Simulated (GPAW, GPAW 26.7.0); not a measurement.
# Core-level separations in kesterite Cu2ZnSnS4: convergence and cost of PBE core-hole calculations

## Experiment

The reference is X-ray photoelectron spectroscopy with Al K-alpha radiation on an RF-sputtered film, from "Interface Structure and Band Alignment of CZTS/CdS Heterojunction: An Experimental and First-Principles DFT Investigation" (2019, PubMed Central 6947346). The binding energies are 931.6 eV for Cu 2p3/2, 1021.3 eV for Zn 2p3/2 and 160.86 eV for S 2p3/2. We use only separations from the sulfur line, in which a common charging shift drops out. Each line was moved to the weighted centre of its spin-orbit doublet, which gives 777.00 eV for copper and 867.87 eV for zinc. In our judgement two features of such a film could matter: its surface composition may differ from the bulk, and a zinc sulfide secondary phase could contribute to the zinc line.

| compared with | measured | source's wording or label | method |
| --- | --- | --- | --- |
| Cu 2p - S 2p (eV) | 777 | 931.6 eV (Cu 2p3/2, C 1s at 284.6 eV; less 160.86 eV for S 2p3/2) | XPS, Al K-alpha |
| Zn 2p - S 2p (eV) | 867.87 | 1021.3 eV (Zn 2p3/2, C 1s at 284.6 eV; less 160.86 eV for S 2p3/2) | XPS, Al K-alpha |

Conditions are those given with the value in the passage it was taken from; "not stated" means there, and the paper may say more elsewhere. The values are a selection: others may have been left out beforehand as unlike or outlying.

## Plan

We look for the lightest settings that hold the two separations steady in a core-hole calculation with PBE. Each binding energy is a total-energy difference between the cell with a 2p hole, its electron added to the valence, and the cell without the hole. PBE without spin polarisation is a sensible start for a nonmagnetic semiconductor with closed-shell copper, and the structure is the kesterite cell from the crystallographic database, held fixed.

Against experiment we count a separation as reproduced if it lies within 0.25 eV. Two lines printed in one paper define their difference to two or three tenths of an electronvolt, so closer agreement would be chance. For the numerical settings we ask for more: a change of mesh, cutoff or smearing should move neither separation by more than 0.05 eV, a fifth of that target.

We vary the k-point mesh first, then cutoff and smearing, then the distance between periodic images of the hole. Other functionals come last, to give the scale of the error of theory. We expect that error to be the largest, since semilocal functionals misplace deep levels by different amounts in different shells.

System: ZnCu2SnS4; space group I-4, 8 atoms in the base cell, measured (COD) cell.

On the selection of runs and values: Further runs of this study is not shown: 1 cell relaxed under the stress of an incomplete basis.

## 1. Baseline and k-point mesh

We begin with PBE in the 8-atom cell on a 6x6x6 mesh and repeat it on a coarser and a denser one. The electron added to the valence occupies conduction states, whose filling in so small a cell can depend on the mesh. Much of this should cancel between two lines, so we expect the separations to change by less than 0.05 eV even on the coarse mesh.

**Run 1.** GPAW 26.7.0: PBE; 8-atom cell, holes 5.4 A apart; electron kept in the cell (mesh 6x6x6, cutoff 420 eV, 8 atoms).

Key lines of the input:
```
atoms = Atoms(['Sn', 'Zn', 'Cu', 'Cu', 'S', 'S', 'S', 'S'],
              cell=[[-2.7171, 2.7171, 5.4248], [2.7171, -2.7171, 5.4248], [2.7171, 2.7171, -5.4248]],
              scaled_positions=[[0.5, 0.5, 0.0], [0.25, 0.75, 0.5], [0.75, 0.25, 0.5], [0.0, 0.0, 0.0], [0.62799, ...],
              pbc=(True, True, True))
params = dict(mode=PW(420),
              xc='PBE',
              kpts={'size': (6, 6, 6), 'gamma': True},
              occupations=FermiDirac(0.02),
              nbands=-8,
              maxiter=200,
              txt='gs.txt')
hole.calc = GPAW(**{**params, 'charge': -1, 'txt': f'hole{i}.txt', 'setups': {**params.get('setups', {}), i: 'hole' + params.get('setups', {}).get(atoms[i].symbol, '')}})
out['levels'][i] = hole.get_potential_energy(force_consistent=True) + hole.calc.get_reference_energy() - e0
```

Command:
```
gpaw-setup -f PBE Sn > setup.log
gpaw-setup -f PBE Zn > setup.log
gpaw-setup -f PBE Cu > setup.log
gpaw-setup -f PBE S > setup.log
gpaw-setup -f PBE --core-hole=2p,1.0 --name=hole Cu > setup.log
gpaw-setup -f PBE --core-hole=2p,1.0 --name=hole S > setup.log
gpaw-setup -f PBE --core-hole=2p,1.0 --name=hole Zn > setup.log
OMP_NUM_THREADS=1 mpirun -n 4 gpaw python run.py > run.log
```

Selected lines of the output:
```
Converged in 15 steps
Free energy:     -32.302639
[energy with the hole less without, eV] Zn 2 2p: 1028.610, Cu 3 2p: 938.830, Cu 4 2p: 938.777, S 5 2p: 163.673
```

Converged; 3.5 min on 4 cores of AMD EPYC 7B13 (Zen 3), shared host.

**Run 2.** GPAW 26.7.0: PBE, another k-point mesh; 8-atom cell, holes 5.4 A apart; electron kept in the cell (mesh 4x4x4, cutoff 420 eV, 8 atoms).

Key lines of the input, as changed from run 1:
```diff
  params = dict(mode=PW(420),
-               kpts={'size': (6, 6, 6), 'gamma': True},
+               kpts={'size': (4, 4, 4), 'gamma': True},
```

Command:
```
gpaw-setup -f PBE Sn > setup.log
gpaw-setup -f PBE Zn > setup.log
gpaw-setup -f PBE Cu > setup.log
gpaw-setup -f PBE S > setup.log
gpaw-setup -f PBE --core-hole=2p,1.0 --name=hole Zn > setup.log
gpaw-setup -f PBE --core-hole=2p,1.0 --name=hole Cu > setup.log
gpaw-setup -f PBE --core-hole=2p,1.0 --name=hole S > setup.log
OMP_NUM_THREADS=1 mpirun -n 4 gpaw python run.py > run.log
```

Selected lines of the output:
```
[energy with the hole less without, eV] Zn 2 2p: 1028.623, Cu 3 2p: 938.852, Cu 4 2p: 938.803, S 5 2p: 163.685
```

Converged; 2.6 min on 4 cores of Intel Xeon Platinum 8259CL at 2.50GHz (Skylake/Cascade Lake), shared host.

**Run 3.** GPAW 26.7.0: PBE, another k-point mesh; 8-atom cell, holes 5.4 A apart; electron kept in the cell (mesh 10x10x10, cutoff 420 eV, 8 atoms).

Key lines of the input, as changed from run 1:
```diff
  params = dict(mode=PW(420),
-               kpts={'size': (6, 6, 6), 'gamma': True},
+               kpts={'size': (10, 10, 10), 'gamma': True},
```

Command:
```
gpaw-setup -f PBE Sn > setup.log
gpaw-setup -f PBE Zn > setup.log
gpaw-setup -f PBE Cu > setup.log
gpaw-setup -f PBE S > setup.log
gpaw-setup -f PBE --core-hole=2p,1.0 --name=hole Zn > setup.log
gpaw-setup -f PBE --core-hole=2p,1.0 --name=hole S > setup.log
gpaw-setup -f PBE --core-hole=2p,1.0 --name=hole Cu > setup.log
OMP_NUM_THREADS=1 mpirun -n 4 gpaw python run.py > run.log
```

Selected lines of the output:
```
[energy with the hole less without, eV] Zn 2 2p: 1028.614, Cu 3 2p: 938.835, Cu 4 2p: 938.781, S 5 2p: 163.675
```

Converged; 14 min on 4 cores of Arm Neoverse V2, shared host.

| quantity | run 1 | run 2 | run 3 | measured |
| --- | --- | --- | --- | --- |
| Cu 2p - S 2p (eV) | 775.13 | 775.14 | 775.13 | 777 |
| Zn 2p - S 2p (eV) | 864.94 | 864.94 | 864.94 | 867.87 |
| volume an atom (Å³) | 20.02 | 20.02 | 20.02 |  |

The mesh hardly matters. Going from 6x6x6 to 4x4x4 raises the individual levels by between 0.01 and 0.03 eV, and most of that cancels in the separations, which move by about 0.01 eV at most. The 10x10x10 mesh changes nothing of note, so 4x4x4 is sufficient by our 0.05 eV criterion. The three runs were made on different processors, and their times do not measure what the coarser mesh saves.

Both separations miss the measurement by far more than the target: copper is 1.87 eV too low and zinc 2.93 eV too low. The k-point mesh is not the cause. The two inequivalent copper sites differ by only about 0.05 eV, so the choice of site cannot account for the copper miss either.

## 2. Plane-wave cutoff and smearing

We now vary the cutoff to 70 % and 140 % of the baseline value, and separately widen the Fermi-Dirac smearing from 0.02 to 0.1 eV, all on the 6x6x6 mesh. The low cutoff is the most likely to fail: a 2p hole contracts the 3d shell of copper and zinc, and the basis error of that change has no counterpart in sulfur. We expect it to exceed 0.05 eV there, and the higher cutoff to stay within it. The smearing acts mainly on the added electron, which is common to all three holes, and should nearly cancel.

**Run 4.** GPAW 26.7.0: PBE, cutoff at 70 % of the usual; 8-atom cell, holes 5.4 A apart; electron kept in the cell (mesh 6x6x6, cutoff 294 eV, 8 atoms).

Key lines of the input, as changed from run 1:
```diff
- params = dict(mode=PW(420),
+ params = dict(mode=PW(294),
```

Command:
```
gpaw-setup -f PBE Sn > setup.log
gpaw-setup -f PBE Zn > setup.log
gpaw-setup -f PBE Cu > setup.log
gpaw-setup -f PBE S > setup.log
gpaw-setup -f PBE --core-hole=2p,1.0 --name=hole S > setup.log
gpaw-setup -f PBE --core-hole=2p,1.0 --name=hole Zn > setup.log
gpaw-setup -f PBE --core-hole=2p,1.0 --name=hole Cu > setup.log
OMP_NUM_THREADS=1 mpirun -n 4 gpaw python run.py > run.log
```

Selected lines of the output:
```
Free energy:     -31.068816
[energy with the hole less without, eV] Zn 2 2p: 1028.504, Cu 3 2p: 938.834, Cu 4 2p: 938.781, S 5 2p: 163.708
```

Converged; 3.8 min on 4 cores of Arm Neoverse V1, shared host.

**Run 5.** GPAW 26.7.0: PBE, cutoff at 140 % of the usual; 8-atom cell, holes 5.4 A apart; electron kept in the cell (mesh 6x6x6, cutoff 588 eV, 8 atoms).

Key lines of the input, as changed from run 1:
```diff
- params = dict(mode=PW(420),
+ params = dict(mode=PW(588),
```

Command:
```
gpaw-setup -f PBE Sn > setup.log
gpaw-setup -f PBE Zn > setup.log
gpaw-setup -f PBE Cu > setup.log
gpaw-setup -f PBE S > setup.log
gpaw-setup -f PBE --core-hole=2p,1.0 --name=hole S > setup.log
gpaw-setup -f PBE --core-hole=2p,1.0 --name=hole Cu > setup.log
gpaw-setup -f PBE --core-hole=2p,1.0 --name=hole Zn > setup.log
OMP_NUM_THREADS=1 mpirun -n 4 gpaw python run.py > run.log
```

Selected lines of the output:
```
[energy with the hole less without, eV] Zn 2 2p: 1028.622, Cu 3 2p: 938.829, Cu 4 2p: 938.775, S 5 2p: 163.665
```

Converged; 4.8 min on 4 cores of Intel Xeon 6975P-C (Granite Rapids), shared host.

**Run 6.** GPAW 26.7.0: PBE, Fermi-Dirac width 0.1 eV; 8-atom cell, holes 5.4 A apart; electron kept in the cell (mesh 6x6x6, cutoff 420 eV, 8 atoms).

Key lines of the input, as changed from run 1:
```diff
  params = dict(mode=PW(420),
-               occupations=FermiDirac(0.02),
+               occupations=FermiDirac(0.1),
```

Selected lines of the output:
```
Converged in 15 steps
[energy with the hole less without, eV] Zn 2 2p: 1028.567, Cu 3 2p: 938.786, Cu 4 2p: 938.740, S 5 2p: 163.626
```

Converged; 3.7 min on 4 cores of Arm Neoverse V2, shared host.

| quantity | run 4 | run 5 | run 6 | measured |
| --- | --- | --- | --- | --- |
| Cu 2p - S 2p (eV) | 775.10 | 775.14 | 775.14 | 777 |
| Zn 2p - S 2p (eV) | 864.80 | 864.96 | 864.94 | 867.87 |
| volume an atom (Å³) | 20.02 | 20.02 | 20.02 |  |

The low cutoff fails for zinc only. At 294 eV the zinc separation is 0.14 eV below its value at 420 eV, almost three times our tolerance, while copper moves by just 0.03 eV. We had expected both metals to exceed the limit. The total energy of the cell without a hole changes by more than 1 eV over the same step, so most of the basis error cancels in the level differences. Raising the cutoff to 588 eV shifts the separations by about 0.02 eV at most, which makes 420 eV sufficient.

The wider smearing lowers every level by 0.04 to 0.05 eV and leaves the separations within 0.01 eV of the baseline. It is harmless here, but it brings no gain either: the ground state again takes 15 steps.

## 3. Distance between the holes

In the 8-atom cell the holes repeat every 5.4 Å, and one electron is added to the valence for every eight atoms. A 32-atom cell moves the holes 7.7 Å apart and dilutes that electron fourfold. The absolute levels should shift noticeably. Most of the shift should be common to the three lines, but the screening around a metal site and a sulfur site can differ, so we expect about a tenth of an electronvolt to remain in the separations. That would break our numerical tolerance and still be far too little to explain the misses.

**Run 7.** GPAW 26.7.0: PBE; 32-atom cell, holes 7.7 A apart; electron kept in the cell (mesh 2x4x4, cutoff 420 eV, 32 atoms).

Key lines of the input:
```
atoms = Atoms(['Sn', 'Sn', 'Sn', 'Sn', 'Zn', 'Zn', 'Zn', 'Zn', 'Cu', 'Cu', 'Cu', 'Cu', 'Cu', 'Cu', 'Cu', 'Cu', 'S', 'S', ...],
              cell=[[0.0, 0.0, 10.8496], [5.4342, -5.4342, 0.0], [5.4342, 5.4342, 0.0]],
              scaled_positions=[[0.5, 0.0, 0.0], [0.0, 0.5, 0.0], [0.5, 0.5, 0.5], [0.0, 0.0, 0.5], [0.25, 0.25, 0.25], ...],
              pbc=(True, True, True))
params = dict(mode=PW(420),
              xc='PBE',
              kpts={'size': (2, 4, 4), 'gamma': True},
              occupations=FermiDirac(0.02),
              nbands=-20,
              maxiter=200,
              txt='gs.txt')
hole.calc = GPAW(**{**params, 'charge': -1, 'txt': f'hole{i}.txt', 'setups': {**params.get('setups', {}), i: 'hole' + params.get('setups', {}).get(atoms[i].symbol, '')}})
out['levels'][i] = hole.get_potential_energy(force_consistent=True) + hole.calc.get_reference_energy() - e0
```

Selected lines of the output:
```
Converged in 21 steps
[energy with the hole less without, eV] Zn 5 2p: 1028.564, Cu 9 2p: 938.763, Cu 13 2p: 938.721, S 17 2p: 163.701
```

Converged; 76 min on 4 cores of Intel Xeon at 2.50GHz (Skylake/Cascade Lake), shared host.

| quantity | run 7 | measured | deviation |
| --- | --- | --- | --- |
| Cu 2p - S 2p (eV) | 775.04 | 777 | −1.96 |
| Zn 2p - S 2p (eV) | 864.86 | 867.87 | −3.01 |
| volume an atom (Å³) | 20.02 |  |  |

Moving the holes apart lowers the copper separation by 0.09 eV and the zinc separation by 0.07 eV. This is about the size we expected and exceeds our 0.05 eV tolerance, so the 8-atom cell does not meet the numerical criterion. We had the mechanism wrong, however. There is no large common shift: the metal levels fall by 0.05 to 0.07 eV while the sulfur level rises by 0.03 eV, so the changes add up in the separations instead of cancelling. How much would remain in a still larger cell is open.

The larger cell also widens the misses, to 1.96 eV for copper and 3.01 eV for zinc. The distance between the holes therefore does not explain them.

## 4. Scale of the functional error

To set these numerical errors against that of the theory, we repeat the baseline with LDA and with RPBE, in the 8-atom cell with the same mesh and cutoff. The finite-cell error should be similar in all three and matter little for a comparison among them. Exchange in the deep shells of copper and zinc is treated differently by a local and a gradient-corrected functional, so we expect the separations to move by several tenths of an electronvolt or more, well above any numerical change so far.

**Run 8.** GPAW 26.7.0: LDA; 8-atom cell, holes 5.4 A apart; electron kept in the cell (mesh 6x6x6, cutoff 420 eV, 8 atoms).

Key lines of the input, as changed from run 1:
```diff
  params = dict(mode=PW(420),
-               xc='PBE',
+               xc='LDA',
```

Selected lines of the output:
```
[energy with the hole less without, eV] Zn 2 2p: 1027.849, Cu 3 2p: 938.143, Cu 4 2p: 938.088, S 5 2p: 163.500
```

Converged; 3.8 min on 4 cores of Arm Neoverse V2, shared host.

**Run 9.** GPAW 26.7.0: RPBE; 8-atom cell, holes 5.4 A apart; electron kept in the cell (mesh 6x6x6, cutoff 420 eV, 8 atoms).

Key lines of the input, as changed from run 1:
```diff
  params = dict(mode=PW(420),
-               xc='PBE',
+               xc='RPBE',
```

Selected lines of the output:
```
[energy with the hole less without, eV] Zn 2 2p: 1028.536, Cu 3 2p: 938.737, Cu 4 2p: 938.684, S 5 2p: 163.674
```

Converged; 7.3 min on 4 cores of Intel Xeon at 2.70GHz, shared host.

| quantity | run 8 | run 9 | measured |
| --- | --- | --- | --- |
| Cu 2p - S 2p (eV) | 774.62 | 775.04 | 777 |
| Zn 2p - S 2p (eV) | 864.35 | 864.86 | 867.87 |
| volume an atom (Å³) | 20.02 | 20.02 |  |

Only LDA moves the separations as far as we expected. It puts copper 0.51 eV and zinc 0.59 eV below PBE in the same cell, because it lowers the metal levels by 0.7 to 0.8 eV and the sulfur level by less than 0.2 eV. RPBE differs from PBE by less than 0.1 eV in both separations, about as much as the change to the 32-atom cell and less than the low cutoff cost for zinc. The choice between these two gradient-corrected functionals therefore matters no more than the numerical settings.

Both functionals miss in the same direction as PBE, LDA by 2.38 eV for copper and 3.52 eV for zinc, RPBE by 1.96 and 3.01 eV. The spread among the three is much smaller than the distance to experiment, so it is no measure of the error they may share. A common error of semilocal functionals that is larger for the deep 2p shells of the metals than for that of sulfur would fit this pattern, but these runs cannot separate it from an error in the reference or in the treatment of the core.

## Summary of runs

| run | settings | Cu 2p - S 2p (eV) | deviation | Zn 2p - S 2p (eV) | deviation | cost |
| --- | --- | --- | --- | --- | --- | --- |
| 1 | PBE, 8-atom cell, holes 5.4 A apart, electron kept in the cell (mesh 6x6x6, cutoff 420 eV, 8 atoms) | 775.13 | −1.87 | 864.94 | −2.93 | 14 core-min |
| 2 | GPAW, mesh 4x4x4 | 775.14 | −1.86 | 864.94 | −2.93 | 11 core-min |
| 3 | GPAW, mesh 10x10x10 | 775.13 | −1.87 | 864.94 | −2.93 | 55 core-min |
| 4 | GPAW, cutoff 294 eV | 775.10 | −1.90 | 864.80 | −3.07 | 15 core-min |
| 5 | GPAW, cutoff 588 eV | 775.14 | −1.86 | 864.96 | −2.91 | 19 core-min |
| 6 | PBE, Fermi-Dirac width 0.1 eV, holes 5.4 A apart, electron kept in the cell (mesh 6x6x6, cutoff 420 eV, 8 atoms) | 775.14 | −1.86 | 864.94 | −2.93 | 15 core-min |
| 7 | GPAW, PBE, larger cell | 775.04 | −1.96 | 864.86 | −3.01 | 5.1 core-h |
| 8 | GPAW, LDA, smallest cell | 774.62 | −2.38 | 864.35 | −3.52 | 15 core-min |
| 9 | RPBE, 8-atom cell, holes 5.4 A apart, electron kept in the cell (mesh 6x6x6, cutoff 420 eV, 8 atoms) | 775.04 | −1.96 | 864.86 | −3.01 | 29 core-min |
|  | measured | 777 |  | 867.87 |  |  |

Further runs on the same system, made beside this series (convergence steps with loose settings among them):

| further | settings | Cu 2p - S 2p (eV) | deviation | Zn 2p - S 2p (eV) | deviation | cost |
| --- | --- | --- | --- | --- | --- | --- |
| F1 | PBEsol, 8-atom cell, holes 5.4 A apart, electron kept in the cell (mesh 6x6x6, cutoff 420 eV, 8 atoms) | 774.76 | −2.24 | 864.47 | −3.40 | 11 core-min |
|  | measured | 777 |  | 867.87 |  |  |

## Verdict

PBE misses both separations by far more than the 0.25 eV target. In the 32-atom cell, copper comes out 1.96 eV too low and zinc 3.01 eV too low, at a cost of 5.1 core-hours.

The lightest sufficient mesh and cutoff among those tested are 4x4x4 and 420 eV. In the 8-atom cell they cost 11 core-minutes, but that cell fails our 0.05 eV tolerance: moving the holes apart changes the separations by 0.07 to 0.09 eV. Whether 32 atoms suffice is unsettled. For judging misses of this size, the small cell is adequate. The 10x10x10 mesh and the higher cutoff served only as checks, and the low cutoff spoils zinc.

LDA, RPBE and PBEsol also fall short, by at least as much as PBE in the same cell. A semilocal error that differs between the metal and sulfur 2p shells is the likely main cause and can reach electronvolts, but this is argued from general knowledge and not shown in this report. The spin-paired hole does not help: the missing exchange energy raises computed levels, more so for heavier atoms, so correcting it should lower the separations and widen the misses. The scalar-relativistic core may add an error whose sign and size are not shown in this report.

The two or three tenths of an electronvolt expected for a measured difference cannot close the gap. An error in the sulfur line would shift both separations equally and leave the roughly 1 eV between the two misses unexplained. Surface composition or a zinc sulfide phase may contribute, but we have no evidence that either accounts for misses this large.

[Logs are printed without paths, hosts, clocks, repeated set-up lines and the standing remarks that a program may print on its own settings, such as how far it seeks lower states.]

[The runs shown are a pick from a larger set of finished runs; failed, doubtful and other runs were left out of it ahead of writing. So were measured values far from every level or from commonly accepted values, and agreement can look better than it is. Lines of input and output are excerpts and may be shortened.]
